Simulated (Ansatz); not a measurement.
# Pb: energy above lowest point and pressure against volume per atom

Results calculated with Ansatz 0.2.0 development build, not measured. Equation of state of a cubic crystal from periodic Kohn-Sham density functional theory without spin; pressure corrected for the finite basis.

Cell of the first row (space group Fm-3m, No. 225):
```
CELL_PARAMETERS angstrom
0.00000 2.45410 2.45410
2.45410 0.00000 2.45410
2.45410 2.45410 0.00000
ATOMIC_POSITIONS crystal
Pb 0.00000 0.00000 0.00000
```

Settings of every row: formula Pb; structure type fcc; functional r2SCAN; spin treatment none; k mesh 12x12x12; occupation method fermi-dirac; occupation width 0.1 eV; wave cutoff 500 eV; datasets soft-1 PAW; density cutoff ratio 4.

Limits: no spin-orbit coupling with 6p elements.

```csv
row,volume per atom (Å³),energy above lowest point (meV/atom),pressure (GPa)
1,29.561,14.62,2.845
2,30.525,2.69,1.171
3,31.488,0,-0.237
4,32.452,?,?
5,33.416,16.79,-2.428
```

Question: what energy above lowest point and pressure should row 4 give?

Worked fit of energy above lowest point. Take u = (V_r/V)^(2/3) − 1 with V_r = 31.006 Å³ an atom, which is twice the finite (Eulerian) strain; such expansions in the strain, on which the Birch-Murnaghan equation of state is built, carry the rest volume and the bulk modulus. The shown rows have u = 0.03233, 0.01048, -0.01023, -0.04868. Least squares give energy above lowest point = 0.298 + 130.71 × u + 9646.7 × u² meV/atom; a straight line predicts inner rows, each left out in turn, worse (root mean square 9.9 against 0.075 meV/atom). The rows lie off it by 0.01, -0.04, 0.03, -0.01. Its lowest point lies at u = -0.0068, or V = 31.32 Å³ an atom, and the curvature there gives the bulk modulus at fixed shape and fractions, B = (4/9)(1 + u)² E″(u)/V = 43.3 GPa. The withheld row has u = -0.02993, so the fit gives 0.298 + 130.71 × (-0.02993) + 9646.7 × (-0.02993)² = 5.03 meV/atom.

The calculation gave 5.11 meV/atom. The fit lies 0.08 meV/atom (1.6 % of the value, 0.48 % of the column's range) below it; its largest miss of a shown row is 0.04 meV/atom.

Worked fit of pressure. Take u = (V_r/V)^(2/3) − 1 with V_r = 31.006 Å³ an atom, which is twice the finite (Eulerian) strain; such expansions in the strain, on which the Birch-Murnaghan equation of state is built, carry the rest volume and the bulk modulus. The shown rows have u = 0.03233, 0.01048, -0.01023, -0.04868. Least squares give pressure = 0.4382 + 68.208 × u + 191.83 × u² GPa; a straight line predicts inner rows, each left out in turn, worse (root mean square 0.2 against 0.0063 GPa). The rows lie off it by 0.001, -0.003, 0.002, 0.000. The pressure vanishes at u = -0.0065, or V = 31.31 Å³ an atom, and there the bulk modulus at fixed shape and fractions is B = −V dP/dV = (2/3)(1 + u) dP/du = 43.5 GPa. The withheld row has u = -0.02993, so the fit gives 0.4382 + 68.208 × (-0.02993) + 191.83 × (-0.02993)² = -1.431 GPa.

The calculation gave -1.426 GPa. The fit lies 0.005 GPa (0.095 % of the column's range) below it; its largest miss of a shown row is 0.003 GPa.
